**Question**

I am looking at the energy needed to take one electron from CH2B, a planar HB–CH fragment, at fixed atoms. The neutral is a quartet and the cation a triplet, and the best estimate of this gap is 8.350 eV. In the table, "CBS" marks values extrapolated to the basis limit; all other rows use the small cc-pVDZ basis. A negative error means that the gap is too small.

Vertical ionization of CH2B from the quartet neutral to the triplet cation, computed with Ansatz 0.2.0 and the in-house program AFQMC afq 1. All levels use UHF determinants, frozen cores and the PBE0/def2-TZVP geometry, with the cc-pVDZ basis except in the CBS rows. The reference level for the best estimate is CCSDT(Q).

```
         level  this level less the best estimate at the basis limit (meV)  statistical noise, one standard error (meV)
            HF                                                     -197.00                                         0.00
           MP2                                                      -89.00                                         0.00
          CCSD                                                     -115.00                                         0.00
       CCSD(T)                                                     -142.00                                         0.00
         CCSDT                                                     -153.00                                         0.00
      CCSDT(Q)                                                     -157.00                                         0.00
   ph-AFQMC/HF                                                     -273.00                                        56.00
 ph-AFQMC/CISD                                                     -143.00                                        13.00
released AFQMC                                                     -152.00                                        20.00
    free AFQMC                                                     -132.00                                        29.00
        HF/CBS                                                     -178.00                                         0.00
       MP2/CBS                                                       54.00                                         0.00
   CCSD(T)/CBS                                                       15.00                                         0.00
```

1. Why does CCSDT(Q), the reference level, have an error of −157 meV?
2. Hartree–Fock has no correlation at all. Why isn't it far worse?
3. Why does a larger basis change the correlated gaps so much more than the Hartree–Fock gap?
4. Is MP2 the best choice in the small basis?
5. Could MP2 supply the basis correction for a better method?
6. Do the AFQMC rows disagree with coupled cluster?
7. How many digits of 8.350 eV can I trust?
8. What would change if the neutral started in a lower spin state?

**Answer**

### 1. The error of the reference level

The −157 meV is the price of the small basis. Each row is compared with the best estimate at the basis limit, so a cc-pVDZ row contains a basis error as well as the error of its method. CCSDT(Q) in cc-pVDZ gives 8.193 eV, and the best estimate uses that level only for a small final step on top of CCSD(T) at the basis limit.

To judge a method, compare it with CCSDT(Q) in the same basis. To judge the basis, compare the same method in cc-pVDZ and at the limit. The printed output below the text lists both kinds of difference.

### 2. Why Hartree–Fock survives

The gap is the energy of the cation minus that of the neutral. Correlation lowers both energies, so only the difference between the two lowerings reaches the gap:

true gap = Hartree–Fock gap + correlation lowering of the neutral − correlation lowering of the cation

Now count the valence electrons. The quartet has six with spin up and three with spin down, which makes three doubly and three singly occupied orbitals. The triplet cation has five and three, hence three doubly and two singly occupied orbitals. The strongest correlation is usually that between two electrons sharing an orbital, and the number of such pairs is three on both sides.

What disappears is the weaker correlation between the removed electron and the others, and stronger correlation among the electrons that stay may make up for part of it. At the basis limit the net effect leaves Hartree–Fock only 178 meV too low, although it lacks several electronvolts of correlation energy in each state. Ionizing a closed-shell molecule is the opposite case: there a shared orbital loses one of its two electrons, and the correlation lost is usually larger.

### 3. Why the basis matters mainly for correlation

From cc-pVDZ to the limit, the Hartree–Fock gap rises by 19 meV and the CCSD(T) gap by 157 meV. The difference, 138 meV, belongs to correlation. Hartree–Fock lets each electron move in the average field of the others, and a modest basis describes that smooth field well. Correlation also needs the way in which two electrons avoid each other at short distance, which takes many functions of high angular momentum.

The neutral has one more electron taking part in this avoidance. A larger basis therefore lowers its energy more than that of the cation, and the gap grows.

In cc-pVDZ, correlation adds only 40 meV to the gap, against 178 meV at the limit. One possible reason, which these numbers do not test, is that the orbital emptied by ionization gives the remaining electrons of the cation new room to correlate. A small basis already contains that valence orbital, so it would capture this gain of the cation better than the short-range correlation that the cation has lost.

### 4. The apparent success of MP2

MP2 has the smallest error of all cc-pVDZ rows, −89 meV, but this is a sum of two errors of opposite sign. Against CCSDT(Q) in the same basis its gap is 68 meV too large, while the basis makes the gap 157 meV too small. At the basis limit the second error is gone, and MP2 ends 54 meV too high. A better basis thus exposes the method instead of spoiling it.

There is a further cancellation inside the 68 meV. In cc-pVDZ, MP2 misses about 1.00 eV of the neutral's energy. Its gap then implies that it misses about 1.06 eV in the cation, and only the difference shows.

CCSD follows the same pattern with smaller amounts. It misses 139 meV in the neutral and, by the same arithmetic, 181 meV in the cation, so its gap is 42 meV too large. All three approximate methods, Hartree–Fock, MP2 and CCSD, miss energy in both states. The sign of the gap error against CCSDT(Q) in the same basis therefore tells you where they miss more: in the cation for MP2 and CCSD, in the neutral for Hartree–Fock.

### 5. MP2 as a basis correction

For this gap it works well. Take CCSDT(Q) in the small basis and add the rise of the MP2 gap from cc-pVDZ to the limit:

8.193 eV + 0.143 eV = 8.336 eV

This is 14 meV below the best estimate, with nothing fitted. The physical reason is that the basis error comes mostly from short-range avoidance between pairs of electrons, which MP2 already describes in a simple form. What MP2 gets wrong beyond that changes little with the basis, as its errors of 68 and 54 meV show.

The comparison tests only whether MP2 can replace CCSD(T) for the basis step. The best estimate itself takes the step from CCSD(T) to CCSDT(Q) from the small basis. For that reason the +15 meV of CCSD(T)/CBS repeats this step and is no independent measure of accuracy.

### 6. AFQMC against coupled cluster

Three of the four AFQMC rows agree with CCSDT(Q) in the same basis within about one standard error. These are the phaseless walk guided by a CISD trial function, the released walk and the free walk. Their differences of 14, 5 and 25 meV are too small, against noise of 13 to 29 meV, to rank them.

The phaseless walk guided by a single determinant lies 116 meV below CCSDT(Q), with a standard error of 56 meV. The phaseless constraint uses the trial function to control the phases of the walkers, so a crude trial can bias the energy. That is a plausible cause here, but a deviation of about two standard errors could still be chance.

The good agreement of the released walk should not be counted as a separate success. CCSDT(Q) was accepted as the reference only on condition that the two methods agreed within 25 to 40 meV.

### 7. The digits of the best estimate

I would quote 8.35 eV and regard the second decimal as uncertain by a few units. The zero noise of the coupled-cluster rows only means that they involve no random sampling. It does not cover the extrapolation to the basis limit, or the assumption that the last step in method is the same in a large basis.

The higher cluster terms give some comfort. In cc-pVDZ, CCSD(T) differs from CCSDT(Q) by 15 meV and CCSDT by only 4 meV, so the sequence is settling. The check by the released walk, however, is no sharper than a few hundredths of an electronvolt. The value also leaves out zero-point motion and correlation of the core electrons, which matters if you compare it with experiment.

### 8. Starting from a lower spin state

The calculation warns that another spin lies lower. The PBE orbital levels of the neutral point the same way: its highest filled spin-up level lies above an empty spin-down level. The quartet is therefore probably an excited state, and 8.35 eV should not be read as the ionization energy of the ground state.

Suppose that the neutral has a doublet below the quartet. Reaching the same triplet cation from there costs more, by exactly the energy between doublet and quartet at these atomic positions.

The demands on the method would change too. In the simple orbital picture the doublet has four doubly occupied orbitals and the cation three, so ionization now breaks a pair. Hartree–Fock, which omits the correlation within that pair, should then underestimate the gap much more than it does here. Counting doubly occupied orbitals before and after ionization is thus a quick first guide to how much correlation matters, though it cannot replace the calculation.

Printed output of the fit:

```
Gap at CCSDT(Q) in cc-pVDZ, eV: 8.193
HF less CCSDT(Q), both cc-pVDZ, meV: -40
MP2 less CCSDT(Q), both cc-pVDZ, meV: 68
CCSD less CCSDT(Q), both cc-pVDZ, meV: 42
CCSD(T) less CCSDT(Q), both cc-pVDZ, meV: 15
CCSDT less CCSDT(Q), both cc-pVDZ, meV: 4
Rise of the HF gap from cc-pVDZ to the basis limit, meV: 19
Rise of the MP2 gap from cc-pVDZ to the basis limit, meV: 143
Rise of the CCSD(T) gap from cc-pVDZ to the basis limit, meV: 157
Correlation part of the CCSD(T) rise, meV: 138
Correlation part of the CCSD(T) rise, percent: 87.9
Correlation contribution to the best gap at the basis limit, meV: 178
Correlation energy of the neutral in cc-pVDZ, size in eV: 4.833
Correlation energy of the cation in cc-pVDZ implied by the gaps, size in eV: 4.793
Energy missed by MP2 in the neutral, meV: 995.5
Energy missed by MP2 in the cation, implied, meV: 1064
Energy missed by CCSD in the neutral, meV: 139.2
Energy missed by CCSD in the cation, implied, meV: 181.2
ph-AFQMC/HF gap less CCSDT(Q), meV: -116
ph-AFQMC/HF gap difference in standard errors: 2.071
ph-AFQMC/HF energy of the neutral less CCSDT(Q), meV: 42.6
ph-AFQMC/CISD gap less CCSDT(Q), meV: 14
Released AFQMC gap less CCSDT(Q), meV: 5
Free AFQMC gap less CCSDT(Q), meV: 25
```
